**Question.** These are static dipole polarisabilities of indium-like ions from Dirac-Hartree-Fock with Brueckner orbitals.

B-spline many-body code 1, no-pair Dirac-Coulomb: frozen-core Dirac-Hartree-Fock, then Brueckner orbitals from a second-order or RPA-screened correlation potential, with static RPA core polarisation. Static dipole polarisabilities of indium-like ions, one 5p electron outside the closed core [Kr] 4d10 5s2; the scalar values include the core's contribution.

```
species   Z  charge (e)  scalar (5p1/2) (bohr³)  scalar (5p3/2) (bohr³)  tensor (5p3/2) (bohr³)
     In  49           0                   55.67                   63.80                  -8.042
    Sn+  50           1                   26.27                   27.20                  0.5986
   Sb2+  51           2                   11.89                   11.74                   2.316
   Te3+  52           3                   8.895                   9.511                   1.065
    I4+  53           4                   6.596                   7.100                  0.8653
   Xe5+  54           5                   5.080                   5.530                  0.7022
   Cs6+  55           6                   3.963                   4.353                  0.5692
   La8+  57           8                   2.763                   2.937                  0.3988
   Ce9+  58           9                   2.251                   2.439                  0.3281
  Pr10+  59          10                   1.885                   2.079                  0.2702
```

1. Why do the scalars fall about thirtyfold?
2. Is there a power law?
3. Why is the tensor part negative for In and positive afterwards?
4. Why is the scalar of 5p3/2 usually larger than that of 5p1/2, and what would happen without spin-orbit coupling?
5. What happens at Sb2+?
6. Which digits can be trusted?

**Answer.** The scalar $\alpha_0$ is the average over magnetic sublevels $M$, and the tensor part $\alpha_2$ measures their spread: for $j=3/2$, $\alpha=\alpha_0+\alpha_2$ at $|M|=3/2$ and $\alpha_0-\alpha_2$ at $|M|=1/2$. A $j=1/2$ state has none. 5p1/2 is the lowest state in every row, so the 5p3/2 columns describe an excited level.

**1.** Each scalar contains the response of the closed core, 5s² included, which the same calculation gives separately: 29.60 bohr³ in In, 2.04 in Pr10+, a factor of 14.5. Subtracting it from 5p1/2 leaves +26.1 in In and +8.4 in Sn+, but only −0.27 to +0.06 from Sb2+ on. The fall is thus a shrinking core plus a valence surplus that is gone by Te3+; its loss already at Sb2+ may be an artefact (see 5). As a check, the compact 4f5/2 state of Ce9+ lies only 0.06 bohr³ above its core value. The small remainder does not mean a rigid 5p electron. Its upward excitations add polarisability, while its presence blocks part of the core's 5s→5p excitation by the Pauli principle, and the two nearly cancel.

**2.** Roughly, $\alpha\sim r^2/\Delta E$. With $z$ the charge plus one and $c$ a screening offset, $r\propto 1/(z+c)$. The 5s→5p gap keeps $n$ fixed, arises from penetration and grows as $z+c$, giving $\alpha=A/(z+c)^3$; gaps that change $n$ grow as the square, giving a fourth power. Least squares on the logarithm of the core values, Te3+ to Pr10+ (Cs6+→La8+ is two charge steps), leaves 0.9% rms for the cube and 1.7% for the fourth power; the 5p1/2 column gives 1.8% and 2.5%. A free exponent settles at 2.35 for the core with 0.1% rms, but it trades against $c$ and has no physical meaning. The data favour the lower power without establishing 3. Carried back to In, outside the fit, the cube falls 25% below the core value and 57% below the 5p1/2 total, whose valence surplus it lacks.

**3.** A 5p3/2 electron couples to s and d states. Angular algebra fixes the ratio of tensor to scalar contribution at −1 for s1/2, +4/5 for d3/2 and −1/5 for d5/2. Let $S$ and $D$ be the net s and d parts, and take d5/2:d3/2 = 9:1, the non-relativistic ratio:

$$\alpha_0-\alpha_{\rm core}=S+D,\qquad \alpha_2=-S-D/10 .$$

$S$ is upward 5p→6s (positive) plus blocked 5s→5p (negative). One electron spread over six 5p spin-orbitals closes one sixth of that channel, so $S\approx-\alpha_{\rm core}/6$ if the core response is all 5s→5p and 6s is negligible.

For I4+, with nothing fitted: $S+D=7.100-6.709=0.391$, so $D=(0.391+0.865)/0.9=1.396$ and $S=-1.005$ bohr³. The count gives $-6.709/6=-1.118$; $S$ is 10% smaller in magnitude than that. From Te3+ to Pr10+, $S/\alpha_{\rm core}$ stays between −0.142 and −0.158, against −0.167. Residual 6s excitation and the 4d share of the core response both act in the direction of the shortfall, and the screening of the field by the core also alters the count.

In In, 6s lies only 2.97 eV above 5p3/2. The computed dipole element of that line gives the excitation +10.7 bohr³, about twice the 4.9 that the count assigns to blocking. So $S$ is positive (+5.1 from the split) and the tensor part is negative. The 6s gap changes $n$ and opens faster than 5s→5p, so blocking already wins in Sn+ ($S=-1.7$). This split is inferred from the totals through the algebra, though ratios of 8 to 10 in place of 9 span only 0.03 bohr³ in $S$ for I4+. It explains why the tensor part from Te3+ on is a steady 0.12 to 0.14 of the core value.

**4.** Theory offers two causes that add. The 5p3/2 orbital is larger (1.90 against 1.85 bohr in Xe5+) and nearer the d levels, so its upward terms are bigger. It is also farther from 5s, so the channel it blocks is weaker. The fine-structure interval grows from 0.29 eV in In to 4.88 eV in Pr10+, and the scalar gap relative to the core rises from 0.070 (Te3+) to 0.095 (Pr10+), with a dip at La8+ and Ce9+. Without spin-orbit coupling the two scalars would coincide, but the tensor part would remain, since it reflects the shape of a p orbital. In Pr10+ both 4f levels lie below 5p3/2, yet p and f have no dipole coupling, so they do not enter directly.

**5.** Only in Sb2+ is the scalar of 5p3/2 smaller than that of 5p1/2; there the tensor part peaks at 2.316, and $S/\alpha_{\rm core}=-0.208$ exceeds the blocking count in magnitude. The core is smooth, 3% below the geometric mean of its neighbours. The inferred $D$ drops by a factor of 5.2 from Sn+ and then only 1.1 to Te3+. The 5p1/2 total has a kink too: it falls by a factor of 2.12 from In to Sn+, 2.21 to Sb2+ and then only 1.34 to Te3+. The cube law fitted on later rows meets the Sb2+ value within 1.2%, but this is no proof of health, since that law lacks the valence surplus. Sb2+, Te3+, Xe5+, La8+ and Ce9+ carry a warning that a Brueckner orbital, not named, differs strongly from its Dirac-Fock start. A guess is a distorted 5d intermediate state near 5s5p² levels, which a one-electron method represents poorly; the 9:1 ratio, and with it the split into $S$ and $D$, could then fail in this row. Xe5+ is warned yet looks regular, so the warning proves nothing alone. Sb2+ should be treated as a possible artefact.

**6.** Rounding is at most 0.04% of a scalar, and the method error is far larger. In gives 55.67 bohr³ against the recommended 65 listed with the calculation, 14% low. Its removal energy is 4.1% above the measured one, and overbinding lowers a polarisability; the 5s² shell is too soft to serve well as a core. The energy error shrinks to 0.3% in I4+ and Xe5+, which suggests better but does not certify polarisabilities there. Differences suffer most: the scalar gap goes from 0.390 (Cs6+) to 0.174, 0.188 and 0.194, an irregularity far above the rounding of 0.001 that falls on warned rows. The safe readings are the core dominance at high charge and a tensor part that is negative in In and positive from Te3+ on. Sn+'s small positive value is a difference of opposing terms, so the exact place of the sign change is less sure.
